Choosing a level of theory for the atomization energy of H₂C=Si

For the planar singlet H₂C=Si, CCSD(T) is the cheapest wave-function level that comes within 1 kcal/mol (4.2 kJ/mol) of the reference with only small errors in the molecule and in the atoms. Plain CCSD binds too weakly by 27.4 kJ/mol. RMP2 misses by only 7.1 kJ/mol, but it reaches that value by subtracting two errors of more than a hundred.

Errors in the atomization energy (atoms minus molecule) of singlet H₂C=Si at its PBE0/def2-TZVP geometry, calculated with Ansatz 0.2.0 in the cc-pVTZ basis with frozen cores. For both R and U levels the atoms are unrestricted; the molecule's valence space has 10 electrons in 10 orbitals. Zero-point and spin-orbit energies are left out.

```
           level  this level less the reference (RCCSDT(Q), same basis) (kJ/mol)
             RHF                                                          -357.2
             UHF                                                          -353.5
            RMP2                                                             7.1
            UMP2                                                           -23.6
           RCCSD                                                           -27.4
           UCCSD                                                           -28.8
        RCCSD(T)                                                            -1.6
        UCCSD(T)                                                            -3.2
         BCCD(T)                                                            -1.0
          RCCSDT                                                            -2.5
          UCCSDT                                                            -2.7
       UCCSDT(Q)                                                             0.1
  CASSCF valence                                                          -110.9
  NEVPT2 valence                                                           -36.6
  MRCISD valence                                                           -28.9
MRCISD+Q valence                                                           -13.0
             PBE                                                            57.3
          r2SCAN                                                            30.2
            PBE0                                                            26.6
           B3LYP                                                            30.4
         r2SCAN0                                                             3.8
         wB97M-V                                                            46.6
          B2PLYP                                                            23.4
         RPA-PBE                                                           -62.0
```

Reading an error

The atomization energy D is the energy of the separate atoms less that of the molecule. A negative error in the table therefore means that a level binds too weakly. Let δ be an energy at a given level less the same energy at the reference level. Then

error in D = δ(atoms) − δ(molecule)

A small error can arise in two ways: both δ are small, or both are large and nearly equal. The first gives reason to trust the level for the next molecule. The second does so only where there is a cause for the errors to match, as with inner shells that hardly change. The total energies of the molecule from these calculations give δ(molecule), and the tabulated error then gives δ(atoms).

What Hartree–Fock leaves out

RHF misses 28 percent of the reference atomization energy. Most of the reason can be had by counting electron pairs. The molecule has five valence pairs, in its bonds and in the lone pair on silicon. The free atoms have only two, the s² pairs of carbon and silicon, because their p electrons have parallel spins and the hydrogen electrons are alone.

Electrons of opposite spin in the same orbital avoid each other more than Hartree–Fock allows, and three such pairs are new in the molecule. The loss of 357.2 kJ/mol thus comes to about 120 kJ/mol for each new pair. This is an average for one molecule, not a constant of nature, but it shows why every level must be judged by its treatment of correlation. A neighbour with more bonds should lose more at the Hartree–Fock level.

MP2: a good number for a poor reason

At RMP2 the molecule lies 109.0 kJ/mol above its reference energy, and the atoms together lie 116.1 kJ/mol above theirs. The tabulated error is the difference:

116.1 − 109.0 = 7.1 kJ/mol

Second-order theory treats each pair of electrons as if the others did not respond. In free carbon and silicon an empty p orbital lies close to the filled s shell, and such near-degeneracy is known to be handled poorly at second order. Some cancellation is to be expected, since the molecule keeps much of the correlation of its atoms, but nothing in the method guarantees so close a match elsewhere.

UMP2 shows how fragile the balance is. The letters R and U say whether spin-up and spin-down electrons of the molecule must share their orbitals; the atoms are the same in both cases. Any gap between an R row and its U partner therefore belongs to the molecule alone. For MP2 this gap is 30.7 kJ/mol, and it turns slight overbinding into an error of −23.6.

The origin lies in the determinant. The restricted solution is unstable: letting the two spins separate lowers the energy, though by less than 4 kJ/mol. The price is a mixture of singlet and triplet, with ⟨S²⟩ about 0.25 where a pure singlet has zero. Second-order theory is known to repair such contamination badly, and the small gain at the Hartree–Fock level becomes a much larger loss after correlation is added.

Why triples decide the matter

Coupled cluster lets the orbitals relax through single excitations and includes products of pair excitations. The choice between R and U then matters little: the gap falls to 1.4 kJ/mol at CCSD. The spin problem is thus nearly cured, yet both CCSD rows remain more than 27 kJ/mol too low. What they lack is the linked motion of three electrons at once.

The correction (T) estimates this motion by perturbation theory. It lowers the molecule by 37.6 kJ/mol but raises the atomization energy by only 25.8, because the atoms gain about 12 as well. Triples count for more in the molecule, where the electrons of the double bond, the lone pair and the C–H bonds are close together. The result is an error of −1.6 kJ/mol for RCCSD(T).

This number also contains some cancellation, but on a different scale from that of MP2. The molecule lies 5.0 kJ/mol above the reference and the atoms 3.4 above. Even if the cancellation failed altogether, the error would be about 5 kJ/mol, not a hundred. That margin is a better argument for CCSD(T) than the small error itself.

Full triples, at much higher cost, bring no clear gain in the atomization energy by themselves. RCCSDT lies 0.9 kJ/mol below RCCSD(T), while UCCSDT lies 0.5 above UCCSD(T). The separate errors do shrink, to 2.8 kJ/mol for the molecule and 0.3 for the atoms at RCCSDT, but less of the molecule's error is then cancelled. Quadruple excitations add the missing 2.5 kJ/mol to the restricted result. The useful step beyond CCSD(T) is therefore CCSDT(Q), and its restricted and unrestricted forms agree within 0.1 kJ/mol.

Does the molecule need a multireference method?

An unstable restricted determinant may suggest that a multireference method is needed. Here the other signs point the opposite way. In the CASSCF wave function even the most weakly filled of the five pair orbitals is short of two electrons by less than a tenth of an electron; a full diradical would have one electron in it and one in its partner. The close agreement of the R and U coupled-cluster rows supports the same reading.

CASSCF distributes ten valence electrons over ten valence orbitals in every possible way. This recovers 246.3 of the 357.2 kJ/mol that RHF misses. The remainder is dynamic correlation, the short-range avoidance of electrons, which needs many more orbitals. NEVPT2 adds it to second order and still binds too weakly by 36.6 kJ/mol.

MRCISD adds it through single and double excitations, and here the atoms are instructive. The step from CASSCF lowers the molecule by 447 kJ/mol but strengthens the binding by only 82. The other 365 kJ/mol is correlation that the free atoms gain too. A huge drop in total energy thus says little about the quality of a bond energy.

Part of the remaining MRCISD error of −28.9 kJ/mol has a well-known source: the method is not size-consistent. Each free atom is treated with its own double excitations, but the molecule is denied simultaneous double excitations in its different parts. The correction +Q estimates these and lowers the molecule by 33 kJ/mol and the atoms by 17. An error of −13.0 remains, so these multireference levels cost a great deal and do worse here than CCSD(T).

Density functionals: trust the shift more than the zero

All seven density functionals from PBE to B2PLYP lie above the reference, by 3.8 to 57.3 kJ/mol. This doesn't prove that they overbind in nature. Correlated wave functions need large basis sets, and with a triple-zeta set they typically give atomization energies some tens of kJ/mol too low. Ordinary functionals converge faster, so part of their positive error belongs to the reference.

The same argument takes the shine off r2SCAN0. Its error of 3.8 kJ/mol is inside the 1 kcal/mol window, but against a reference that would rise in a larger basis. The agreement may well be lost there. How much of the 46.6 kJ/mol of wB97M-V comes from the basis stays open, and as no dispersion term was added to the functionals, that row should not be taken as a verdict on the complete method.

Differences between related functionals are firmer, because the reference drops out of them. Replacing part of the semilocal exchange by exact exchange lowers the atomization energy by 30.7 kJ/mol from PBE to PBE0 and by 26.4 from r2SCAN to r2SCAN0. Theory offers a reason. Semilocal exchange keeps the exchange hole near each electron and so imitates the tendency of two bonding electrons to sit on opposite atoms; exact exchange spreads the hole over the bond and removes part of this help.

RPA on PBE orbitals errs the other way, by −62.0 kJ/mol. It is known to bind molecules too weakly, since it describes electrons at short distance poorly. Some of the gap may also come from the basis.

What an error means in a hot reactor

Small organosilicon species occur in models of the gas from which silicon carbide is grown for power devices. There an energy error E changes a computed equilibrium constant by the factor exp(E/RT), where R is the gas constant and T the temperature. At a rough growth temperature of 1800 K, RT is about 15 kJ/mol. For the whole CCSD error this gives

exp(27.4/15) ≈ 6

CCSD would thus overstate the dissociation into atoms about sixfold, whereas the RCCSD(T) error changes the constant by about 11 percent. Dissociation into atoms is a severe test. Reactions between molecules keep many bonds intact, and part of the error then usually cancels. For growth models the step from CCSD to CCSD(T) can matter, while the step to quadruples should be hardly visible.

Cost and choice

Formal scaling shows what happens when the molecule is doubled in size. MP2 becomes about 32 times as expensive, CCSD(T) 128 times and CCSDT(Q) 512 times. A full valence space grows far faster: going from ten electrons in ten orbitals to twenty in twenty multiplies the number of determinants by about half a million.

For an accuracy of 1 kcal/mol the choice is CCSD(T), and the next investment should be a larger basis. Basis errors of tens of kJ/mol outweigh the 2.5 kJ/mol from quadruples. Doubling only the number of empty orbitals makes the (T) step about 16 times as expensive, which is affordable for four atoms.

For 1 kJ/mol, CCSDT(Q) is the safe choice: BCCD(T) comes to −1.0 kJ/mol, but with the same kind of partial cancellation as RCCSD(T). The table can't measure the error of CCSDT(Q), which is its own zero, but the agreement of the restricted and unrestricted forms is a good sign. Even so, the level is not sufficient by itself. The basis must be brought close to its limit, and core correlation, scalar relativity and the spin-orbit energy of the atoms must be added; the last alone is roughly 2 kJ/mol, about as much as the quadruples. Zero-point motion amounts to tens of kJ/mol, so any comparison with a measured value must include it, even at the coarser target. Functionals remain useful for structures and for screening many species, with the spread among them as a warning about their energies.

Neighbouring cases

Silane and methane have only single bonds, and near their equilibrium shape the restricted determinant is stable. UHF then falls back onto RHF, and the large gap between RMP2 and UMP2 disappears. Stretching the C=Si bond does the opposite: the bonding pair separates, the spin contamination grows, and (T) on a restricted determinant eventually fails. H₂C=Si at equilibrium lies between these cases, with a warning light that is on and a single-reference method that still works.
